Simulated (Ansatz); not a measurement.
# NbRh: the change of energy above lowest point with volume scale

Free energy against uniform scaling of the volume at fixed shape and fractions; periodic cell, basis, potentials, k mesh and filling as listed. The results are calculated, by Ansatz 0.2.0.

The cell before it is scaled or strained (space group P4/mmm, No. 123):
```
cell vectors (Å)
   2.8420     0.0000     0.0000
   0.0000     2.8420     0.0000
   0.0000     0.0000     3.8090
atoms (fractions of the cell vectors)
Nb  0.00000  0.00000  0.00000
Rh  0.50000  0.50000  0.50000
```

Settings of every row: functional r2SCAN; dispersion D3(BJ); potentials PAW; wave cutoff 530 eV; density cutoff 2120 eV; k mesh 8x8x6; k shift 0x0x0; occupations fermi dirac; smearing width 0.05 eV; spin none.

Limits: coarse k mesh, up to 40 meV an atom off; dispersion damping borrowed.

```csv
row,volume scale,V (Å³/atom),energy above lowest point (meV/atom)
1,0.88,13.537,214.8
2,0.92,14.152,89.2
3,0.96,14.767,21.3
4,1,15.383,0
5,1.04,15.998,16.4
6,1.08,16.613,?
7,1.12,17.228,134.6
```

Question: what energy above lowest point should row 6 give?

Worked fit of energy above lowest point. Take u = (V_r/V)^(2/3) − 1 with V_r = 15.075 Å³ an atom, which is twice the finite (Eulerian) strain; such expansions in the strain, on which the Birch-Murnaghan equation of state is built, carry the rest volume and the bulk modulus. The shown rows have u = 0.07438, 0.04302, 0.01386, -0.01339, -0.03884, -0.08515. Least squares give energy above lowest point = 5.44 + 768.4 × u + 27199 × u² + 4234 × u³ meV/atom; a parabola predicts inner rows, each left out in turn, worse (root mean square 0.69 against 0.055 meV/atom). All shown rows lie on it to the printed digit. Its lowest point lies at u = -0.0142, or V = 15.4 Å³ an atom, and the curvature there gives the bulk modulus at fixed shape and fractions, B = (4/9)(1 + u)² E″(u)/V = 243 GPa. Letting shape and atoms relax would as a rule lower it, by much in layered, chain or molecular crystals. The withheld row has u = -0.06271, so the fit gives 5.44 + 768.4 × (-0.06271) + 27199 × (-0.06271)² + 4234 × (-0.06271)³ = 63.2 meV/atom.

The calculation gave 63.2 meV/atom. The fit meets it to the printed digit.
